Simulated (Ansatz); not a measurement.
# Pressure shifts of the Eg, A2g, A1g and B2g zone-centre modes of rutile-type SiO2 (stishovite) from PBE linear response

We have to decide which vibrational line of stishovite, the rutile-type form of SiO2, should serve as a gauge of pressure or residual stress in small samples. A useful line moves far per GPa and moves evenly, so that one calibration constant covers a wide range. We therefore ask by how many cm⁻¹ per GPa the Eg, A2g, A1g and B2g modes shift, which of them shifts most, and where its line bends. The frequencies are harmonic PBE values for the static lattice under hydrostatic pressure, and shifts are counted from the cell relaxed at zero pressure at the same level. Negative pressures mean tension.

## Systems and settings

One crystal, SiO2 (rutile-type) (known phase (stishovite, formed under pressure)). Its volume was then scaled in steps, which gives the pressures listed, with shape and atoms relaxed where symmetry leaves them free. The structures stem from cells from the Materials Project (structure alone), directly or through a relaxation at another level; cell and atoms were relaxed at zero pressure at each row's own level, inside the symmetry of the start, with no thermal or zero-point expansion. Program: Ansatz 0.2.0, plane waves, PBE, the program's earlier default PAW potentials, scalar-relativistic without spin-orbit coupling, no spin polarisation. Wave-function cutoff 420 eV (the default for the potentials of each cell); on the k meshes (Γ-centred) the least product of divisions and cell-vector length runs from 20 to 22 Å, relaxations included. Residual pressures at rest stay under 0.01 GPa. Occupations: fixed. Harmonic modes at natural masses come from linear response (density functional perturbation theory), with the acoustic sum rule imposed. Born charges and ε∞ come from the response to a homogeneous electric field, checked for convergence in its k mesh; the charge sum rule is imposed.

Notes on method and selection:

- Harmonic values at the static lattice; measured values carry thermal expansion and anharmonic shifts at their temperature.
- Modes are followed from row to row by the overlap of their patterns.
- Semilocal functionals put Kohn-Sham gaps below measured gaps and, as a rule, ε∞ above measured values.
- Negative pressure is tension; other phases that would form under pressure are ignored.
- dω/dP = γω₀/B₀, with γ the mode Grüneisen parameter and B₀ = −V dP/dV the bulk modulus.
- Runs that did not converge, have known faults or may not be shown are not listed, and runs on Ansatz's PAW sets soft_1 and soft_2 are kept to separate tables.

Columns:

- pressure (GPa): hydrostatic pressure of the static lattice, compression positive.
- ε∞ across: ε∞ across that axis, mean.
- ε static: static dielectric constant along the main axis, ions relaxed.
- Kohn-Sham gap (eV): Kohn-Sham gap, lowest empty minus highest filled level on the k mesh.
- Eg (cm⁻¹): zone-centre mode Eg, no LO-TO term.
- A2g (cm⁻¹): zone-centre mode A2g, no LO-TO term.
- A1g (cm⁻¹): zone-centre mode A1g, no LO-TO term.
- B2g (cm⁻¹): zone-centre mode B2g, no LO-TO term.
- volume per atom (Å³): volume per atom of the relaxed cell.
- energy (meV/atom): static energy per atom above the relaxed cell.
- top LO mode (cm⁻¹): highest zone-centre mode with the macroscopic field.

Input lines of one member:

```
kpoints:
  mp_grid: { grid: [8, 8, 8] }
hamiltonian:
  xc: pbe
  pseudopotentials: { kind: paw, azcp: { folder: soft_1 } }
scf:
  occupations: { method: fixed }
output:
  eigenvalues: true
phonons:
  method: dfpt
  dielectric: true
  rigid_motions: translations
  raman: true
```

Command (options for logging and memory left out): `ansatz run input.yaml --threads 4 --backend cpu`

## Table of results

| member | pressure (GPa) | ε∞ along the main axis | ε∞ across | ε static | Kohn-Sham gap (eV) | Eg (cm⁻¹) | A2g (cm⁻¹) | A1g (cm⁻¹) | B2g (cm⁻¹) | volume per atom (Å³) | energy (meV/atom) | top LO mode (cm⁻¹) |
| --- | --- | --- | --- | --- | --- | --- | --- | --- | --- | --- | --- | --- |
| −12.43 GPa | −12.43 | 3.661 | 3.516 | 9.69 | 4.31 | 525.8 | 537.5 | 680.5 | 842.3 | 8.53 | 20.25 | 982.7 |
| −8.96 GPa | −8.96 | 3.643 | 3.485 | 9.64 | 4.53 | 535.6 | 548.8 | 690.6 | 861.4 | 8.37 | 9.45 | 992.2 |
| −4.83 GPa | −4.83 | 3.623 | 3.455 | 9.55 | 4.78 | 546.4 | 560.1 | 703.5 | 882.4 | 8.20 | 2.47 | 1003.5 |
| −0.00 GPa | 0.00 | 3.601 | 3.425 | 9.42 | 5.05 | 558.2 | 571.5 | 718.9 | 905.1 | 8.04 | 0.00 | 1016.5 |
| +2.69 GPa | 2.69 | 3.589 | 3.411 | 9.34 | 5.20 | 564.4 | 577.3 | 727.5 | 917.1 | 7.96 | 0.66 | 1023.5 |
| +5.56 GPa | 5.56 | ? | ? | ? | ? | ? | ? | ? | ? | ? | ? | ? |
| +11.89 GPa | 11.89 | 3.553 | 3.369 | 9.06 | 5.67 | 584.5 | 595.0 | 756.6 | 955.2 | 7.72 | 11.41 | 1046.8 |
| +19.05 GPa | 19.05 | 3.529 | 3.343 | 8.85 | 6.01 | 599.1 | 607.0 | 778.5 | 982.5 | 7.56 | 26.88 | 1068.7 |
| +27.11 GPa | 27.11 | 3.505 | 3.318 | 8.62 | 6.38 | 614.6 | 619.4 | 802.3 | 1011.1 | 7.40 | 49.99 | 1097.3 |
| +36.16 GPa | 36.16 | 3.481 | 3.296 | 8.39 | 6.77 | 631.0 | 632.0 | 827.8 | 1041.1 | 7.24 | 81.66 | 1127.7 |

Cells marked ? are withheld until the estimate has been made.

Least-squares fits to the members shown, with x = pressure (GPa); R² and errors in the fitted variable (y, or ln y where the fit is in ln y):

| y | members | fit | R² | rms residual | leave-one-out rms | the same for the mean of the others |
| --- | --- | --- | --- | --- | --- | --- |
| B2g (cm⁻¹) | 9 | y = 901.1 + 4.074 x | 0.99 | 4.9 | 7.1 | 73 |
| A1g (cm⁻¹) | 9 | y = 718.9 + 3.063 x | 1.00 | 0.95 | 1.4 | 55 |

## Why the values move as they do

Between the rows at −4.83 and +2.69 GPa, which bracket the relaxed cell, B2g rises by (917.1 − 882.4) / 7.52 = 4.61 cm⁻¹ per GPa. The same difference gives (727.5 − 703.5) / 7.52 = 3.19 for A1g, (564.4 − 546.4) / 7.52 = 2.39 for Eg and (577.3 − 560.1) / 7.52 = 2.29 for A2g. B2g shifts most of the four, here and in every other interval between neighbouring rows shown. Its higher frequency is only part of the reason, since its relative shift is also the largest: 4.61 / 905.1 = 0.51 % per GPa, against 3.19 / 718.9 = 0.44 % for A1g. The ranking covers these four modes only; near zero pressure some of the polar Eu modes, computed but not tabled, stiffen faster.

The B2g line has no kink at any one pressure. It flattens steadily, from 19.1 / 3.47 = 5.50 cm⁻¹ per GPa between the two lowest pressures to 30.0 / (36.16 − 27.11) = 3.31 between the two highest. A2g flattens more strongly in proportion, from (548.8 − 537.5) / 3.47 = 3.26 to (632.0 − 619.4) / (36.16 − 27.11) = 1.39, while the A1g slope stays between roughly 2.8 and 3.2 throughout.

The modes stiffen because compression shortens the Si–O bonds and the repulsion between the ions grows steeply. The flattening follows from $d\omega/dP = \gamma\omega/B$, with $\gamma$ the mode Grüneisen parameter and $B$ the bulk modulus, both taken at the pressure in question. The volume column gives $B$ ≈ 8.04 × 7.52 / 0.24 = 252 GPa around zero pressure and (7.40 + 7.24) / 2 × (36.16 − 27.11) / 0.16 = 414 GPa between the last two rows, so each further GPa removes less volume. Per unit of volume the B2g shift in fact grows, from 19.1 / 0.16 = 119 to 30.0 / 0.16 = 188 cm⁻¹ per Å³ per atom, but not fast enough to offset the stiffer crystal. For A1g the two effects nearly cancel.

For a gauge with a single constant we would take A1g, which is also known as a strong Raman line. B2g is more sensitive but needs a curved calibration, and A2g is not Raman active.

## An estimate before looking

Plain estimates from the members shown:

- +5.56 GPa, fit at x = 5.56: 923.8 cm⁻¹
- +5.56 GPa, straight-line interpolation between +2.69 GPa and +11.89 GPa: w = (5.56 − 2.69) / (11.89 − 2.69) = 0.312, so 917.1 + 0.312 × (955.2 − 917.1) = 929.0 cm⁻¹

The straight-line fit is unsuitable for B2g at +5.56 GPa because it ignores the curvature: at +2.69 GPa it already lies 5.0 cm⁻¹ below the computed value. Interpolation between the two neighbours, 929.0 cm⁻¹, is much closer, but a chord runs below a line that flattens with pressure, so it needs a small upward correction.

We take the correction from a parabola through the rows at 0.00, 2.69 and 11.89 GPa. The slopes of the two intervals are 12.0 / 2.69 = 4.461 and 38.1 / 9.20 = 4.141 cm⁻¹ per GPa, which gives a curvature coefficient of (4.141 − 4.461) / 11.89 = −0.0269 cm⁻¹ per GPa². The correction to the chord is −0.0269 × (5.56 − 2.69) × (5.56 − 11.89) = +0.5 cm⁻¹, and the estimate is 929.0 + 0.5 = 929.5 cm⁻¹.

We tried the same route on two shown members. The parabola through the rows at −4.83, 0.00 and 11.89 GPa overshoots the tabled value at +2.69 GPa by about 0.05 cm⁻¹. The one through the rows at 0.00, 2.69 and 19.05 GPa overshoots the tabled value at +11.89 GPa by about 0.3 cm⁻¹. The root mean square of these two misses is 0.2 cm⁻¹, which we take as the standard deviation.

**Committed estimate, +5.56 GPa: B2g = 929.5 ± 0.2 cm⁻¹.**

## Result

| member | pressure (GPa) | ε∞ along the main axis | ε∞ across | ε static | Kohn-Sham gap (eV) | Eg (cm⁻¹) | A2g (cm⁻¹) | A1g (cm⁻¹) | B2g (cm⁻¹) | volume per atom (Å³) | energy (meV/atom) | top LO mode (cm⁻¹) |
| --- | --- | --- | --- | --- | --- | --- | --- | --- | --- | --- | --- | --- |
| +5.56 GPa | 5.56 | 3.577 | 3.397 | 9.25 | 5.35 | 570.9 | 583.2 | 736.7 | 929.5 | 7.88 | 2.72 | 1030.9 |

| member | estimate | B2g (cm⁻¹) | computed | estimate − computed | miss in error bars |
| --- | --- | --- | --- | --- | --- |
| +5.56 GPa | committed | 929.5 | 929.5 | 0.0 | 0.0 |
| +5.56 GPa | fit | 923.8 | 929.5 | −5.7 |  |
| +5.56 GPa | interpolation | 929.0 | 929.5 | −0.5 |  |

The estimate of 929.5 cm⁻¹ agrees with the computed value to the printed digit and so lies inside its error bar of 0.2 cm⁻¹. Straight-line interpolation came out 0.5 cm⁻¹ too low and the straight-line fit 5.7 cm⁻¹ too low.

The argument from curvature was right in sign and size: the chord between the neighbours runs below the line by the half wavenumber that the parabola added. The new row also fits the steady flattening. The B2g slope is (929.5 − 917.1) / (5.56 − 2.69) = 4.32 cm⁻¹ per GPa just below +5.56 GPa and (955.2 − 929.5) / (11.89 − 5.56) = 4.06 just above it.

This confirms that the line is smooth here, but it is no test of the explanation by shorter bonds and a stiffer crystal, because the estimate used only pressures and frequencies.

## Where the trend breaks

Least-squares fits to the whole series, with x = pressure (GPa); R² and errors in the fitted variable (y, or ln y where the fit is in ln y):

| y | members | fit | R² | rms residual | leave-one-out rms | the same for the mean of the others |
| --- | --- | --- | --- | --- | --- | --- |
| B2g (cm⁻¹) | 10 | y = 901.8 + 4.068 x | 0.99 | 5.0 | 7.1 | 68 |
| A1g (cm⁻¹) | 10 | y = 718.94 + 3.0624 x | 1.00 | 0.93 | 1.4 | 51 |

Largest departures from the fit to the whole series:

| member | B2g (cm⁻¹) | fit | computed − fit | in rms residuals |
| --- | --- | --- | --- | --- |
| −12.43 GPa | 842.3 | 851.2 | −8.9 | 1.8 |
| +36.16 GPa | 1041.1 | 1048.9 | −7.8 | 1.6 |
| +5.56 GPa | 929.5 | 924.4 | +5.1 | 1.0 |
| +11.89 GPa | 955.2 | 950.2 | +5.0 | 1.0 |

No single row stands out; the departures from the straight fit are the curvature of the line itself. A line that flattens with pressure lies below a straight fit at both ends and above it in the middle, and the table shows this pattern: −8.9 cm⁻¹ at −12.43 GPa, −7.8 at +36.16 GPa, and about +5 at +5.56 and +11.89 GPa.

The row under the strongest tension departs most because the line bends most sharply there. Between the first two intervals, whose midpoints lie 7.60 / 2 = 3.80 GPa apart, the B2g slope drops from 5.50 to 5.08 cm⁻¹ per GPa, or by (5.50 − 5.08) / 3.80 = 0.11 cm⁻¹ per GPa². Between the last two, whose midpoints lie 17.11 / 2 = 8.56 GPa apart, it drops from 3.55 to 3.31, or by (3.55 − 3.31) / 8.56 = 0.03 cm⁻¹ per GPa². This is the behaviour expected of a crystal that is softer when stretched.

## Conclusions

From −12.43 to +36.16 GPa, the computed A1g line is straight enough for a gauge of hydrostatic pressure with one constant, which in PBE is 1 / 3.0624 = 0.33 GPa per cm⁻¹. The typical leave-one-out error, 1.4 / 3.0624 = 0.5 GPa, tells how far the computed points stray from a straight line, not how accurately the constant reads the pressure in a real sample. By the same measure a straight line for B2g would err by 7.1 / 4.068 = 1.7 GPa, despite its larger shift. With a parabola through nearby rows, B2g was recovered to within 0.3 cm⁻¹ in three trials between 2.69 and 11.89 GPa.

No omitted effect that we know of exceeds the B2g spread of 198.8 cm⁻¹. The largest is probably the error of PBE, which tends to make bonds too long and such frequencies too low by a few per cent, or tens of cm⁻¹. Counting shifts from a measured zero-pressure line removes this offset, but not the error in the slope. PBE also tends to make such crystals too soft, and by $d\omega/dP = \gamma\omega/B$ too small a $B$ makes the slope too steep, while too low a frequency makes it too flat. Our rows are all PBE and cannot show what remains, and the resulting error in pressure grows with the shift. We therefore take from this series the choice of A1g and the near-straightness of its line; the constant for a working gauge should be measured on stishovite at known pressures. Residual stress that is not hydrostatic would need a calibration of its own. The range of the gauge ends where stishovite distorts to the CaCl₂-type structure, the transition announced by the softening B1g mode.

[Logs are printed without paths, hosts, clocks, repeated set-up lines and the standing remarks that a program may print on its own settings, such as how far it seeks lower states.]
